# Equivalent sp, sp² and sp³ hybrids from orthonormality

## 1. Premises and conventions

Lengths are in bohr or Å and energies in eV. All orbitals sit on one nucleus at the origin. $\hat{\mathbf r}=\mathbf r/r$.

**P1 (basis).** One s orbital and $n$ real p orbitals, $n=1,2,3$:
$$s=\frac{R_s(r)}{\sqrt{4\pi}},\qquad p_k=R_p(r)\sqrt{\frac{3}{4\pi}}\,\frac{x_k}{r},\qquad \int_0^\infty R_s^2r^2dr=\int_0^\infty R_p^2r^2dr=1 .$$
The $p_k$ share one radial function. $R_s$ and $R_p$ are otherwise arbitrary. Phase convention: both are positive at large $r$.

**P2 (hybrids).** There are $n+1$ hybrids, each a *real* linear combination of the $n+1$ basis functions.

**P3 (orthonormality).** $\langle h_i|h_j\rangle=\delta_{ij}$.

**P4 (equivalence).** Any hybrid is carried into any other, up to sign, by a rotation or reflection about the nucleus.

The basis is orthonormal. Proof: $\int x_k/r\,d\Omega=0$ by parity, so $\langle s|p_k\rangle=0$. For $k\ne l$, $x_kx_l$ is odd under $x_k\to-x_k$, so its angular integral vanishes. The three integrals $\int x_k^2/r^2\,d\Omega$ are equal by symmetry and add up to $4\pi$. Hence
$$\int \frac{x_kx_l}{r^2}\,d\Omega=\frac{4\pi}{3}\delta_{kl}\quad\Rightarrow\quad\langle p_k|p_l\rangle=\delta_{kl}. \tag{1}$$

## 2. Directed p orbitals

For a unit vector $\mathbf u$ in the space of the $n$ chosen axes define
$$p_{\mathbf u}=\sum_k u_kp_k=R_p\sqrt{\frac{3}{4\pi}}\;\mathbf u\cdot\hat{\mathbf r}.$$
This is an ordinary p orbital with its positive lobe along $\mathbf u$. By (1),
$$\langle p_{\mathbf u}|p_{\mathbf v}\rangle=\sum_{kl}u_kv_l\delta_{kl}=\mathbf u\cdot\mathbf v=\cos\theta_{\mathbf{uv}}. \tag{2}$$
Equation (2) is the link between an angle in function space and an angle in real space. It holds because the p functions are linear in $\hat{\mathbf r}$.

By P2 each hybrid is
$$h_i=a_is+\sum_kb_{ik}p_k=a_is+b_i\,p_{\mathbf u_i},\qquad b_i=|\mathbf b_i|\ge0,\quad \mathbf u_i=\mathbf b_i/b_i. \tag{3}$$
The overall sign of $h_i$ is free, so choose $a_i\ge0$. With the phase convention of P1, s and p then reinforce along $+\mathbf u_i$ at large $r$. This $\mathbf u_i$ is called the direction of the hybrid. The function (3) is axially symmetric about it.

## 3. The coefficient matrix is orthogonal

Collect the coefficients in the matrix $\mathbf C$ with row $i$ equal to $(a_i,b_{i1},\dots,b_{in})$. It is square, $(n+1)\times(n+1)$. Since the basis is orthonormal, P3 reads
$$\langle h_i|h_j\rangle=a_ia_j+\mathbf b_i\cdot\mathbf b_j=(\mathbf{CC}^T)_{ij}=\delta_{ij}. \tag{4}$$
Taking determinants gives $(\det\mathbf C)^2=1$, so $\mathbf C^{-1}$ exists. Multiply $\mathbf{CC}^T=\mathbf 1$ from the left by $\mathbf C^{-1}$: $\mathbf C^T=\mathbf C^{-1}$. Therefore $\mathbf C^T\mathbf C=\mathbf 1$ as well, and the columns are orthonormal:
$$\sum_ia_i^2=1,\qquad \sum_ia_ib_{ik}=0,\qquad\sum_ib_{ik}b_{il}=\delta_{kl}. \tag{5}$$
The diagonal relations in (5) say that the weights of any one atomic orbital, summed over all hybrids, add up to one. This is the precise meaning of "each atomic orbital is used exactly once". The step needs a square matrix. It has not used P4.

## 4. Equivalence fixes the coefficients

A rotation or reflection $\hat O$ leaves $s$ unchanged and preserves scalar products. If $h_j=\pm\hat Oh_i$, then
$$a_j=\langle s|h_j\rangle=\pm\langle \hat Os|\hat Oh_i\rangle=\pm a_i .$$
With $a_i\ge0$ all are equal, $a_i=a$. The first relation of (5) gives $(n+1)a^2=1$. Normalisation, the case $i=j$ of (4), gives $b_i^2=1-a^2$. So
$$a=\frac1{\sqrt{n+1}},\qquad b_i=\sqrt{\frac{n}{n+1}} ,$$
and $b_i\neq0$, so that $\mathbf u_i$ in (3) is well defined. Writing $p_i\equiv p_{\mathbf u_i}$,
$$\boxed{h_i=\frac{s+\sqrt n\,p_i}{\sqrt{n+1}}} \tag{6}$$
The s weight is $1/(n+1)$, the p weight is $n/(n+1)$, and their ratio $n$ is the exponent in the label sp$^n$. Conversely, two functions of the form (6) differ only in $\mathbf u_i$, and a rotation taking $\mathbf u_i$ to $\mathbf u_j$ maps one on the other. Equal s weight and P4 are thus the same condition.

## 5. The angle

Insert (6) in (4) for $i\ne j$ and use (2):
$$0=\frac{1+n\,\mathbf u_i\cdot\mathbf u_j}{n+1}\quad\Rightarrow\quad\boxed{\cos\theta=-\frac1n}\tag{7}$$
The same angle holds for every pair. The positive s–s overlap has to be cancelled by a negative p–p overlap, so $\theta>90^\circ$. For $n=1,2,3$: $\theta=180^\circ$, $120^\circ$, $109.47^\circ$.

The remaining column relations in (5), with $b_{ik}=\sqrt{n/(n+1)}\,u_{ik}$, become
$$\sum_i\mathbf u_i=\mathbf 0,\qquad\sum_iu_{ik}u_{il}=\kappa\,\delta_{kl},\qquad \kappa=\frac{n+1}{n}. \tag{8}$$
Consistency check: the scalar product of the first relation with $\mathbf u_j$ gives $1+n\cos\theta=0$, which is (7) again. Two ligands at equal distance $d$ along two hybrids are separated by
$$d\sqrt{2(1-\cos\theta)}=d\sqrt{2(n+1)/n}. \tag{9}$$

## 6. Existence and uniqueness

**Existence.** Explicit matrices, rows labelling hybrids.

sp, columns $(s,p_z)$, directions $\pm\hat{\mathbf z}$:
$$\mathbf C_1=\frac1{\sqrt2}\begin{pmatrix}1&1\\1&-1\end{pmatrix}$$
sp², columns $(s,p_x,p_y)$, directions at azimuth $0^\circ$ and $\pm120^\circ$:
$$\mathbf C_2=\begin{pmatrix}1/\sqrt3&\sqrt{2/3}&0\\1/\sqrt3&-1/\sqrt6&1/\sqrt2\\1/\sqrt3&-1/\sqrt6&-1/\sqrt2\end{pmatrix}$$
sp³, columns $(s,p_x,p_y,p_z)$, directions to alternate corners of a cube:
$$\mathbf C_3=\frac12\begin{pmatrix}1&1&1&1\\1&1&-1&-1\\1&-1&1&-1\\1&-1&-1&1\end{pmatrix}$$
Row products vanish: $\tfrac12-\tfrac12$ in $\mathbf C_1$; $\tfrac13-\tfrac13$ and $\tfrac13+\tfrac16-\tfrac12$ in $\mathbf C_2$; two terms $+\tfrac14$ and two terms $-\tfrac14$ in $\mathbf C_3$. Each row has unit length and the first column is constant.

**Uniqueness.** Let $\mathbf U$ be the $(n+1)\times n$ matrix with rows $\mathbf u_i$. By (7) its Gram matrix is fixed:
$$\mathbf G=\mathbf{UU}^T=\kappa\mathbf 1-\tfrac1n\mathbf J ,$$
where $\mathbf J$ has all entries equal to one. $\mathbf J$ has eigenvalue $n+1$ once and $0$ $n$ times. So $\mathbf G$ has eigenvalue $0$ once and $\kappa$ $n$ times. Its rank is $n$, as required for vectors that span $n$ dimensions. By (8), $\mathbf U^T\mathbf U=\kappa\mathbf 1$. Let $\mathbf U'$ be a second solution and set $\mathbf Q=\mathbf U^T\mathbf U'/\kappa$. Using $\mathbf{UU}^T=\mathbf U'\mathbf U'^T$ twice,
$$\mathbf{UQ}=\frac{\mathbf U'\mathbf U'^T\mathbf U'}{\kappa}=\mathbf U',\qquad\mathbf Q^T\mathbf Q=\frac{\mathbf U'^T\mathbf U'\,\mathbf U'^T\mathbf U'}{\kappa^2}=\mathbf 1 .$$
Any two solutions differ by a rigid rotation or reflection of the frame. The directions form a regular simplex: a line, an equilateral triangle, a regular tetrahedron. The orientation of the simplex is not fixed by P1–P4; the ligands fix it.

## 7. Consequences

**Inversion.** From $\mathbf C^{-1}=\mathbf C^T$: $s=\sum_ih_i/\sqrt{n+1}$ and $p_k=\sum_ib_{ik}h_i$.

**Invariant sums.** By (5), for any function $\chi$ and any point $\mathbf r$,
$$\sum_i\langle h_i|\chi\rangle^2=\langle s|\chi\rangle^2+\sum_k\langle p_k|\chi\rangle^2,\qquad \sum_ih_i(\mathbf r)^2=s^2+\sum_kp_k^2. \tag{10}$$
One electron in each hybrid gives the density of the configuration $s^1p^n$. For $n=3$ it is spherical, since $\sum_kx_k^2/r^2=1$. A Slater determinant with all $n+1$ hybrids occupied in the same spin equals $\det\mathbf C=\pm1$ times the determinant of the atomic orbitals. Hybridisation of this state changes no observable.

**Energies.** Let $\hat f$ be a one-electron operator that is diagonal in the basis, with elements $\varepsilon_s$ and $\varepsilon_p$ (the same for all $p_k$). This holds for a spherical atomic operator. It also holds on the central atom of a $D_{\infty h}$, $D_{3h}$ or $T_d$ site, where $s$ and the $n$ p orbitals belong to different irreducible representations and the $n$ p orbitals are partners in one. Then $f_{ij}=a^2\varepsilon_s+\varepsilon_p\,\mathbf b_i\cdot\mathbf b_j$, and (4) gives $\mathbf b_i\cdot\mathbf b_j=\delta_{ij}-a^2$:
$$f_{ij}=\varepsilon_p\delta_{ij}+\frac{\varepsilon_s-\varepsilon_p}{n+1}. \tag{11}$$
The hybrid energy is $\varepsilon_h=f_{ii}=(\varepsilon_s+n\varepsilon_p)/(n+1)$. The coupling between hybrids is $V=(\varepsilon_s-\varepsilon_p)/(n+1)$. Hybrids are not eigenfunctions unless $\varepsilon_s=\varepsilon_p$. Diagonalising (11) returns $\varepsilon_s$ once and $\varepsilon_p$ $n$ times.

**Directionality.** Take $z$ along $\mathbf u_i$ and $\mu=\cos\vartheta$, with $\vartheta$ the polar angle. Then $h^2=[s^2+np_z^2+2\sqrt n\,sp_z]/(n+1)$. The first two terms are even in $z$; only the cross term is odd.

Centroid. Only the cross term contributes to $\langle z\rangle$. By (1) the angular factor is $(\sqrt3/4\pi)(4\pi/3)=1/\sqrt3$:
$$\langle z\rangle=\frac{2\sqrt n}{n+1}D,\qquad D=\langle s|z|p_z\rangle=\frac1{\sqrt3}\int_0^\infty R_sR_pr^3dr. \tag{12}$$

Forward weight. The even terms put half their norm in $z>0$. The cross term has the angular factor $(\sqrt3/4\pi)\,2\pi\int_0^1\mu\,d\mu=\sqrt3/4$:
$$w_+=\frac12+\frac{\sqrt{3n}}{2(n+1)}T,\qquad T=\int_0^\infty R_sR_pr^2dr\le1. \tag{13}$$
The bound is the Cauchy–Schwarz inequality; equality requires $R_s=R_p$.

Amplitude on the axis. If $R_s=R_p=R_0$, then $h=R_0(1+\sqrt{3n}\,\mu)/\sqrt{4\pi(n+1)}$. Its value at $\mu=1$ relative to $s$ is Pauling's strength (1931), $\sigma=(1+\sqrt{3n})/\sqrt{n+1}$. The nodal cone lies at $\mu=-1/\sqrt{3n}$.

| | s weight | $\theta$ / degrees | $\langle z\rangle/D$ | $w_+$ ($T=1$) | $\sigma$ |
|---|---|---|---|---|---|
| sp | 0.500 | 180 | 1.000 | 0.933 | 1.932 |
| sp² | 0.333 | 120 | 0.943 | 0.908 | 1.992 |
| sp³ | 0.250 | 109.47 | 0.866 | 0.875 | 2.000 |

The measures rank the hybrids differently: $\sigma$ rises with $n$, while $\langle z\rangle$ and $w_+$ fall.

## 8. Range of validity

1. **Status.** Equations (5)–(8) are exact consequences of P1–P4. They hold for any radial functions. No energy is minimised, so they do not predict a molecular shape. The choice of $n$ is an input.

2. **Number of hybrids.** With $N<n+1$ equivalent hybrids the matrix is not square and (5) fails. Equation (4) still gives $\cos\theta=-a^2/(1-a^2)$. The Gram matrix of $N$ unit vectors at a common angle has the eigenvalue $1+(N-1)\cos\theta$, which cannot be negative; this gives $a^2\le1/N$. Two hybrids from $s,p_x,p_y$ may therefore take any angle from $90^\circ$ ($a=0$) to $180^\circ$ ($a^2=\tfrac12$). The linear result for two bonds rests on admitting one p orbital only.

3. **Inequivalent hybrids.** Drop P4 and write $h_i=(s+\lambda_ip_i)/\sqrt{1+\lambda_i^2}$. Then (4) gives Coulson's relation $1+\lambda_i\lambda_j\cos\theta_{ij}=0$, and (5) gives $\sum_i1/(1+\lambda_i^2)=1$. Equation (7) is the case $\lambda_i=\sqrt n$.

4. **Real coefficients.** The pair $(s\pm ip_z)/\sqrt2$ is orthonormal with equal s weight, yet each density is $(s^2+p_z^2)/2$ and has no direction. P2 excludes it.

5. **s and p only.** At most four hybrids exist. Equation (2) does not hold for d functions, so sets with d orbitals need not have a single angle.

6. **One centre.** P3 concerns hybrids on one atom. Overlaps with ligand orbitals are large (Section 9). "Used once" counts basis coefficients; it is not a population. Populations in a molecule depend on the occupied orbitals and on how the overlap charge is divided.

7. **Occupied orbitals.** In a minimal basis a linear AH₂ molecule has $\sigma_g=c_ss+d_g\chi_g$ and $\sigma_u=c_pp_z+d_u\chi_u$, with $\chi_{g,u}$ the even and odd combinations of the hydrogen orbitals and $c_s,c_p>0$. The equivalent localised orbitals $(\sigma_g\pm\sigma_u)/\sqrt2$ are orthonormal. Their parts on A are $\propto c_ss\pm c_pp_z$, and after normalisation these overlap by $(c_s^2-c_p^2)/(c_s^2+c_p^2)$. Symmetry does not force $c_s=c_p$. An illustrative ratio $c_p/c_s=0.9$ gives an overlap of 0.105. P3 is a choice of basis, not a property that bond orbitals must have.

8. **Spin coupling.** For the sp pair $h_\pm$, direct multiplication gives $h_+(1)h_-(2)-h_-(1)h_+(2)=p(1)s(2)-s(1)p(2)$ but $h_+(1)h_-(2)+h_-(1)h_+(2)=s(1)s(2)-p(1)p(2)$. The triplet is the $sp$ triplet. The singlet is not an $sp$ term. The invariance of the determinant in Section 7 covers parallel spins and fully doubly occupied sets only.

## 9. Illustration: Be in linear BeH₂

**Model.** Gas-phase monomer on the $z$ axis, $D_{\infty h}$, $n=1$:
$$h_\pm=\frac{2s\pm2p_z}{\sqrt2},\qquad\theta=180^\circ ,$$
where $2s$ and $2p_z$ label the orbitals. The orbitals $2p_x,2p_y$ stay unmixed. Inputs, all approximate: bond length $d=1.33$ Å $=2.513$ bohr; orbital energies of extended-Hückel type $\varepsilon_s=-10.0$ eV and $\varepsilon_p=-6.0$ eV; Slater orbitals with screening constants 0.35 (same shell), 0.85 (inner shell) and 0.30 (within 1s). These give $Z_{\rm eff}=4-2(0.85)-0.35=1.95$, so $\zeta_a=0.975$ for Be 2s and 2p, and $\zeta_c=3.70$ for Be 1s. For H, $\zeta_b=1$. Exponents are in bohr⁻¹. Intermediates are carried unrounded and printed to allow recomputation. All results are the model's.

**Geometry.** Equation (9) gives H···H $=2d=2.66$ Å.

**Energies.** From (11), $\varepsilon_h=-8.0$ eV and $V=-2.0$ eV. The eigenvalues $\varepsilon_h\pm V$ are $\varepsilon_s$ and $\varepsilon_p$. Moving two electrons from $2s^2$ into $h_+h_-$ costs $2\varepsilon_h-2\varepsilon_s=\varepsilon_p-\varepsilon_s=4.0$ eV in the sum of orbital energies. As typical knowledge, the lowest $2s^2\to2s2p$ excitation of the atom, to the triplet, lies near 2.7 eV. The model's figure is about 1.5 times that; a sum of fixed orbital energies has no explicit electron repulsion and cannot separate the triplet from the singlet term.

**Shape.** $R_s=R_p=[(2\zeta_a)^5/24]^{1/2}\,re^{-\zeta_ar}$, so $T=1$. With $\int_0^\infty r^me^{-2\zeta r}dr=m!/(2\zeta)^{m+1}$, $\langle r\rangle=5/(2\zeta_a)=2.564$ bohr. Equation (12) gives $\langle z\rangle=\pm\langle r\rangle/\sqrt3=\pm1.48$ bohr $=\pm0.78$ Å, a fraction 0.59 of the bond length. The forward weight is 0.933 and the nodal cone lies $125.3^\circ$ from the hybrid axis.

**Overlap with H 1s at $z=+d$.** The orbitals are $s=(\zeta_a^5/3\pi)^{1/2}r_Ae^{-\zeta_ar_A}$, $p_z=(\zeta_a^5/\pi)^{1/2}z\,e^{-\zeta_ar_A}$ and $\chi=(\zeta_b^3/\pi)^{1/2}e^{-\zeta_br_B}$, with A = Be and B = H. Use $\xi=(r_A+r_B)/d$ and $\eta=(r_A-r_B)/d$. Then $r_A=d(\xi+\eta)/2$. From $r_A^2-r_B^2=2zd-d^2=d^2\xi\eta$ follows $z=d(1+\xi\eta)/2$. The volume element is $(d/2)^3(\xi^2-\eta^2)\,d\xi\,d\eta\,d\phi$ and the exponent is $-P\xi-q\eta$, with
$$P=\tfrac d2(\zeta_a+\zeta_b)=2.4816,\qquad q=\tfrac d2(\zeta_a-\zeta_b)=-0.0314 .$$
Define $A_k=\int_1^\infty\xi^ke^{-P\xi}d\xi$ and $B_k=\int_{-1}^1\eta^ke^{-q\eta}d\eta$. Expand $(\xi+\eta)(\xi^2-\eta^2)$ and $(1+\xi\eta)(\xi^2-\eta^2)$; the $\phi$ integral gives $2\pi$. With $M=(\zeta_a^5\zeta_b^3)^{1/2}d^4/8=4.6794$,
$$S_s=\frac M{\sqrt3}\,[A_3B_0-A_1B_2+A_2B_1-A_0B_3],\qquad S_p=M\,[A_2B_0-A_0B_2+A_3B_1-A_1B_3].$$

| $k$ | 0 | 1 | 2 | 3 |
|---|---|---|---|---|
| $A_k$ | 0.03369 | 0.04727 | 0.07179 | 0.12048 |
| $B_k$ | 2.00033 | 0.02094 | 0.66686 | 0.01257 |

The brackets are 0.21055 and 0.12306, so $S_s=0.5688$ and $S_p=0.5759$. Then
$$\langle h_+|\chi\rangle=\frac{S_s+S_p}{\sqrt2}=0.8094,\qquad\langle h_-|\chi\rangle=\frac{S_s-S_p}{\sqrt2}=-0.0050 .$$
The squares add up to $S_s^2+S_p^2=0.6552$, as (10) demands. The hybrids gather nearly all of this sum in one member. The largest overlap that any normalised $as+bp_z$ can reach is $(S_s^2+S_p^2)^{1/2}=0.8094$, at an s weight $S_s^2/(S_s^2+S_p^2)=0.494$. Orthogonality and maximum overlap here select almost the same function. This follows from $S_s\approx S_p$ and is not a theorem. An sp² or sp³ hybrid on Be along the same axis has overlap $(S_s+\sqrt nS_p)/\sqrt{n+1}=0.7986$ or $0.7831$, an order opposite to that of $\sigma$.

**Size of what was left out.** (i) The nodeless 2s overlaps the Be 1s orbital, $R_c=2\zeta_c^{3/2}e^{-\zeta_cr}$, by $\Delta=\int R_cR_sr^2dr=0.194$. Replace it by $s'=(2s-\Delta\,1s)/\sqrt{1-\Delta^2}$. P1 still holds, so (6) and (7) are untouched. Since $\int R_cR_pr^2dr=\Delta$ too, $T=\sqrt{1-\Delta^2}=0.981$. The further integrals are $\langle1s|z|p_z\rangle=0.096$ bohr and $\langle1s|\chi\rangle=0.093$, which gives $\langle s'|\chi\rangle=0.5615$. (ii) Orbitals contract in molecules; take typical molecular exponents $\zeta_a=1.15$, $\zeta_b=1.24$ with the nodeless 2s and the same formulas.

| model | $\langle z\rangle$ / bohr | $w_+$ | $\langle h_+\vert\chi\rangle$ | $\langle h_-\vert\chi\rangle$ |
|---|---|---|---|---|
| free-atom exponents | 1.48 | 0.933 | 0.809 | $-0.005$ |
| with core orthogonalisation | 1.49 | 0.925 | 0.804 | $-0.010$ |
| molecular exponents | 1.26 | 0.933 | 0.702 | $-0.045$ |

The core correction is as large as the back overlap itself, and the change of exponents exceeds it. The back overlap is thus known only to be a few hundredths at most within these models. The forward overlap falls by 13 per cent between the first and the last row, so the model supports 0.7 to 0.8. The weights $\tfrac12,\tfrac12$ and the angle $180^\circ$ are the same in every row.

**The same formulas for tetrahedral Si ($n=3$).** For an atom in diamond-structure silicon take the approximate inputs $d=2.35$ Å, $\varepsilon_s=-14.8$ eV and $\varepsilon_p=-7.6$ eV. Equation (9) gives a second-neighbour distance $d\sqrt{8/3}=3.84$ Å. Equation (11) gives $\varepsilon_h=-9.4$ eV and $V=-1.8$ eV. The term values were chosen as typical of tight-binding descriptions of silicon, so these energies are the model's and restate the inputs in the hybrid basis.